**Question**

I have relativistic BLYP orbital energies for the trivalent ions Hf³⁺ to Hg³⁺, and every column looks featureless to me. The 5d shell passes half filling along the way and the 4f level passes through the 5p levels. Does any row depart from a smooth curve? If so, by how much and why?

Quantum ESPRESSO ld1.x 7.5, all-electron Dirac Kohn-Sham calculations with the BLYP functional for the trivalent 5d ions Hf³⁺ to Hg³⁺. Densities are spherical and not spin-polarised, the nucleus is a point, and the lower-j level of an open shell is filled first. Eigenvalues are negative for bound levels.

| species | Z | electrons | configuration | eigenvalue (4f5/2) (eV) | eigenvalue (5d3/2) (eV) | mean radius (4f5/2) (bohr) | mean radius (5d3/2) (bohr) | ε(5d3/2) − ε(4f5/2) (eV) |
| --- | --- | --- | --- | --- | --- | --- | --- | --- |
| Hf3+ | 72 | 69 | [Xe] (4f5/2)6 (4f7/2)8 (5d3/2)1 | -44.743 | -27.464 | 0.66759 | 1.9295 | 17.28 |
| Ta3+ | 73 | 70 | [Xe] (4f5/2)6 (4f7/2)8 (5d3/2)2 | -53.432 | -29.433 | 0.63226 | 1.8326 | 24.00 |
| W3+ | 74 | 71 | [Xe] (4f5/2)6 (4f7/2)8 (5d3/2)3 | -62.797 | -31.386 | 0.60198 | 1.7458 | 31.41 |
| Re3+ | 75 | 72 | [Xe] (4f5/2)6 (4f7/2)8 (5d3/2)4 | -72.774 | -33.319 | 0.57557 | 1.6680 | 39.46 |
| Os3+ | 76 | 73 | [Xe] (4f5/2)6 (4f7/2)8 (5d3/2)4 (5d5/2)1 | -83.574 | -35.365 | 0.55212 | 1.5952 | 48.21 |
| Ir3+ | 77 | 74 | [Xe] (4f5/2)6 (4f7/2)8 (5d3/2)4 (5d5/2)2 | -94.930 | -37.402 | 0.53114 | 1.5295 | 57.53 |
| Pt3+ | 78 | 75 | [Xe] (4f5/2)6 (4f7/2)8 (5d3/2)4 (5d5/2)3 | -106.82 | -39.434 | 0.51219 | 1.4698 | 67.38 |
| Au3+ | 79 | 76 | [Xe] (4f5/2)6 (4f7/2)8 (5d3/2)4 (5d5/2)4 | -119.22 | -41.465 | 0.49493 | 1.4152 | 77.75 |
| Hg3+ | 80 | 77 | [Xe] (4f5/2)6 (4f7/2)8 (5d3/2)4 (5d5/2)5 | -132.11 | -43.497 | 0.47911 | 1.3651 | 88.62 |

**Answer**

No single row sits off the curve, but the slope changes at Re³⁺, and the cause is the prescribed order of filling. Here ε is the Kohn-Sham eigenvalue, the mean radius is ⟨r⟩ of the orbital, and a step is ε(Z+1) − ε(Z).

Each step adds a proton and a 5d electron. With frozen orbitals and exchange-correlation ignored, first-order perturbation theory gives for level i, in atomic units,

Δεᵢ ≈ −⟨1/r⟩ᵢ + F⁰(i, d),

where F⁰ is the spherical Coulomb repulsion between orbital i and the added electron. In Os³⁺ the same calculation gives −61.5 + 19.4 = −42.1 eV for 4f5/2 and −22.1 + 15.2 = −6.9 eV for 5d3/2. The compact 4f orbital feels the proton nearly three times as strongly, while the outer electron repels it only a little more. That is why 4f5/2 falls by 87 eV along the series and 5d3/2 by 16 eV, although both radii shrink alike, by 28% and 29%. Both terms vary slowly with Z, hence the smoothness. The sizes are poor, however: the mean of the two steps around Os³⁺ is only 0.26 (4f) and 0.30 (5d) of the estimate. The standard reason, which these numbers do not isolate, is relaxation: the whole electron cloud contracts, the level's own shell included, and screens most of the new charge.

The 5d3/2 steps run −1.969, −1.953, −1.933 eV up to Re³⁺ and then −2.046 eV. The second difference (change of step) at Re³⁺ is −0.113 eV, against +0.020 and +0.009 eV at its neighbours, so the kink is K = −0.113 − (0.020 + 0.009)/2 ≈ −0.13 eV, with at most 0.004 eV from rounding. The same recipe gives −0.24 eV for 4f5/2, and nothing beyond rounding at Ir³⁺ or Pt³⁺. An unweighted least-squares cubic in Z through all nine 5d3/2 values leaves 0.018 eV rms. Adding K·max(0, Z − 75) brings this to 0.0006 eV, the size of the rounding, with K = −0.12 eV, whereas a one-off jump at Os³⁺ leaves 0.016 eV. For 4f5/2 the fitted K depends on the background, −0.21 eV with a cubic and −0.43 eV with a poorly fitting quadratic.

The configuration column shows what changes at Re³⁺: 5d3/2 is full, and later electrons enter 5d5/2. Spin-orbit coupling leaves the j = 5/2 orbital less bound and more diffuse (1.64 against 1.60 bohr in Os³⁺), so it repels every other electron slightly less. Only the F⁰ term changes abruptly, and it stays changed, which gives a kink and not a jump:

Kᵢ ≈ F⁰(i, 5d5/2) − F⁰(i, 5d3/2).

For i = 5d3/2 the Os³⁺ integrals give 15.195 − 15.419 = −0.224 eV, with nothing fitted. The sign is right and the observed kink is 0.57 of this. An orbital wholly inside the 5d shell sees the potential ⟨1/r⟩ of the added electron, so the frozen K tends to the difference of the two 5d values, −0.69 eV, and inner levels should kink more. They do: −0.12 eV for 5d5/2, −0.18 eV for 5p3/2, −0.24 eV for 4f7/2 and 4d3/2, and −0.28 ± 0.04 eV for 1s. All six levels examined, 5d3/2 included, show 0.35 to 0.59 of the frozen value, with the inner limit used for 4d and 1s. For 4d that limit is probably too large, since the integrals give only −0.51 eV for 4f7/2, which is not much bigger. Relaxation again acts in the right direction, and the 5d3/2 orbital does contract a little faster after Re³⁺ (a kink of about +0.001 bohr⁻¹ in 1/⟨r⟩), but the neglected exchange-correlation term may contribute too. For 4f5/2 the local recipe gives a smaller kink in 1/⟨r⟩, +0.00036 bohr⁻¹ with at most 0.0001 from rounding, but its size is uncertain, since the fitted value changes sign with the background. In the last column the two kinks partly cancel, leaving a kink of about +0.1 eV, which that column alone, with its coarser rounding, could not tell from a jump.

The crossing with 5p3/2 does fall between Re³⁺ and Os³⁺, but orbitals of different angular symmetry do not mix in a spherical potential, and the crossing with 5p1/2 between Ir³⁺ and Pt³⁺ leaves no trace. Half filling is reached at Os³⁺, and a kink placed there leaves 0.016 eV rms for 5d3/2. This says nothing about real ions, because a calculation without spin polarisation has no exchange splitting to switch. The Re³⁺ kink is likewise a product of the settings: spherical subshells filled low j first are not the Hund ground terms.

A far larger break is hidden by following a fixed level. The ionisation energy from total energies rises by 2.0 to 2.1 eV per element, except from Re³⁺ to Os³⁺, where it rises by 0.85 eV. The shortfall of 1.23 eV against the neighbouring steps nearly equals the 5d spin-orbit splitting of Os³⁺, 1.26 eV, since the electron now leaves 5d5/2. These ionisation energies exceed −ε of the highest level by 5.8 to 7.2 eV, as self-interaction in a gradient-corrected functional leads to. The last column is therefore no excitation energy. Nor is it a gap between occupied and empty levels, since both levels hold electrons in every row.

The formula for K indicates what neighbouring series should do. Trivalent 4d and 3d ions under the same rule should kink at d⁴ as well, much more weakly, because their two j orbitals differ less. A scalar-relativistic treatment, or d electrons shared statistically between the two j levels, should remove the kink. Spin polarisation in a scalar treatment should instead put a break at d⁵, where minority-spin filling starts, strongest for the compact 3d shell.
